## How much more energy does it take to lift this silicon adatom by another ångström?

I am looking at a scan in which a silicon adatom is lifted off a rigid tin slab. The height is measured from the highest atom of the slab and the energy from the lowest point of the scan. A positive force pushes the adatom away from the slab, and a negative one pulls it back.

Silicon adatom over a rigid four-layer (110) slab of I4/mmm tin, one per 1×1 surface cell (in-plane vectors 3.414 Å). Height is counted from the highest slab atom, energy from the adatom's resting place. Calculated with Ansatz 0.2.0 using PBEsol, scalar-relativistic plane-wave PAW, no spin polarisation, a 420 eV cutoff, a 9×9×1 k mesh and Gaussian smearing of 0.1 eV.

| height (Å) | energy (eV) | force along normal (eV/Å) |
| --- | --- | --- |
| 0.936 | 0.367 | 1.256 |
| 1.186 | 0.101 | 0.766 |
| 1.486 | 0.000 | -0.007 |
| 1.786 | 0.099 | -0.487 |
| 2.186 | 0.350 | -0.878 |
| 2.686 | 0.871 | -1.045 |
| 3.486 | 1.469 | -0.470 |
| 4.486 | ? | ? |

The last row has no results yet. The energy was still climbing at 3.486 Å, and I can't tell whether it is about to level off. Can the known rows tell me what to expect at 4.486 Å, or do I just have to draw a smooth curve and hope?

### Answer

The strongest pull in the known rows is about 1 eV/Å, and it comes roughly 1.2 Å above the resting height. Beyond that point the bond is giving way: each further bit of lift costs less energy than the one before. Your question is therefore how quickly the pull fades, and the force column is the best guide to that.

Force is minus the slope of the energy, so the area under the pull is the energy spent. Between 2.686 and 3.486 Å the average of the two end pulls, multiplied by the step, gives 0.606 eV. The energy column rises by 0.598 eV. The two columns agree well there, which supports the last known force as the starting slope of the missing stretch. In other intervals the same comparison misses by up to 0.04 eV. Averaging two end pulls is crude, and the calculation also warns that its exchange-correlation potential is rough where the electron density is thin.

**Why a smooth curve through the energies is risky.** One candidate is a Morse curve, which has a well, a steepest point and a flat end. Fitted in height to the seven known energies, it gives 2.22 eV at 4.486 Å. But at 3.486 Å this curve pulls with 0.84 eV/Å, while the calculation gives 0.47. It leaves the last known row far too steeply, so I reject its forecast.

A likely reason is that height is not bond length. The adatom rests in a fourfold hollow, with two tin atoms 2.73 Å away and two slightly further, because the surface net is a rhombus and not quite a square. Its bonds slant outwards, and near the resting height lifting by 0.1 Å stretches them by only about 0.05 Å. Further out they stand more upright, and the same lift stretches them by about 0.08 Å.

With the net taken as square, a Morse curve in the bond length, fitted to the same seven energies, follows them better and gives 1.80 eV for the missing row. It still pulls somewhat too strongly at 3.486 Å, so this forecast is probably high. The better fit is what slanting bonds would lead one to expect, but it does not prove that they are the whole reason.

**A forecast from the last force.** Bonding needs the electron clouds of adatom and slab to overlap, and outside a surface these clouds thin out exponentially. I therefore let the pull $F$ fade exponentially over a decay length $L$. Adding up the pull over a further lift $d$ gives the energy

$$\Delta E = F L\left(1-e^{-d/L}\right).$$

Two estimates bracket $L$. Between the last two known rows the pull falls as if $L$ were 1.0 Å, which is probably too long because that interval starts near the strongest pull. For a work function of roughly 4.5 eV, close to what the run gives on the adatom's side at the resting height, the electron density outside a surface decays over about 0.46 Å. I take that as the fast limit and use the midpoint, 0.73 Å, which is a judgement and not a derived value.

With $F=0.470$ eV/Å and $d=1$ Å, the bracket in the formula is 0.746. The extra energy is then $0.470\times0.73\times0.746\approx0.256$ eV. Added to the last known energy of 1.469 eV, this gives the forecast:

- The energy still rises, by less than half of the previous rise, to **1.725 ± 0.08 eV**.
- The force still points towards the slab, at **−0.12 ± 0.07 eV/Å**.

The error bars cover both limits of $L$ and a judged margin for numerical roughness. The energy is the safer of the two forecasts, because its starting slope is known: the two limits of $L$ change the extra energy only from about 0.19 to 0.30 eV. The remaining pull changes by a factor of three, so it is the sharper test of the decay length.

Here is the computed row:

The withheld rows as computed:

| height (Å) | energy (eV) | force along normal (eV/Å) |
| --- | --- | --- |
| 4.486 | 1.744 | -0.134 |

Both forecasts hold. The forecast energy is 0.02 eV too low and the forecast pull 0.014 eV/Å too weak, each well inside its error bar. Both misses point to a slightly slower decay than I assumed, but they are too small to deserve a cause of their own.

The two Morse curves fared as their slopes had warned. The curve in height overshoots the computed energy by 0.48 eV, and the curve in bond length by 0.06 eV. The printed output below shows both fits and the pull that each implies at every height.

The new row also gives a direct measure of the decay. The pull drops from 0.470 to 0.134 eV/Å over one ångström, a factor of 3.5, which corresponds to $L\approx0.8$ Å. This lies between the two limits, which is compatible with a fading overlap but does not prove it. Two points cannot show that the decay is exponential either, and a real atom would also feel a weak van der Waals attraction of longer range, which this type of functional lacks.

The curve has not ended at 4.486 Å. If the same decay continued, the energy still to come would be the last pull times the decay length, roughly 0.1 eV.

Even the end of that tail would not be the binding energy of a single silicon atom. The cell holds one silicon atom, whose periodic copies sit only 3.414 Å apart, and the scan lifts a whole silicon layer. Spin is also switched off, although a free silicon atom has two unpaired electrons, so the energies towards separation are probably too high, and part of the last computed pull may come from this. What the table leaves open is whether and at what height a magnetic moment would appear, and how far it would lower the end of the curve.

The analysis program printed:

```
fit of energy on 7 rows: coefficient of (1 - exp(-s*(height - z0)))**2 3.463 +/- 0.093, s 0.5383; rms 0.0403, worst 2.686 -0.0869, leave-one-out rms 0.148
  rows outside the fit (model, value, miss): 4.486 2.222, 1.744, 0.478
fit of energy on 7 rows: coefficient of (1 - exp(-s*(r - r0)))**2 1.958 +/- 0.027, s 1.419; rms 0.0212, worst 2.186 0.0475, leave-one-out rms 0.0403
  rows outside the fit (model, value, miss): 4.486 1.803, 1.744, 0.0586
Pull towards the slab in eV/A:
    row  computed  height_Morse  bond_Morse
  0.936    -1.256        -1.727      -1.187
  1.186    -0.766       -0.7679     -0.6885
  1.486     0.007             0           0
  1.786     0.487        0.4731      0.5527
  2.186     0.878         0.803      0.9235
  2.686     1.045        0.9298      0.9169
  3.486      0.47        0.8374      0.5371
  4.486     0.134         0.594      0.1901
Energy rise from 2.686 to 3.486 A, eV: 0.598
Mean of the two end pulls times the step, eV: 0.606
Upper limit of decay length, A: 1.001
Lower limit of decay length, A: 0.4601
Decay length used, A: 0.7306
Forecast energy at 4.486 A, eV: 1.725
Judged error bar of energy, eV: 0.08
Computed energy at 4.486 A, eV: 1.744
Energy miss, forecast less computed, eV: -0.01898
Forecast force at 4.486 A, eV/A: -0.1196
Judged error bar of force, eV/A: 0.07
Computed force at 4.486 A, eV/A: -0.134
Force miss, forecast less computed, eV/A: 0.01441
```
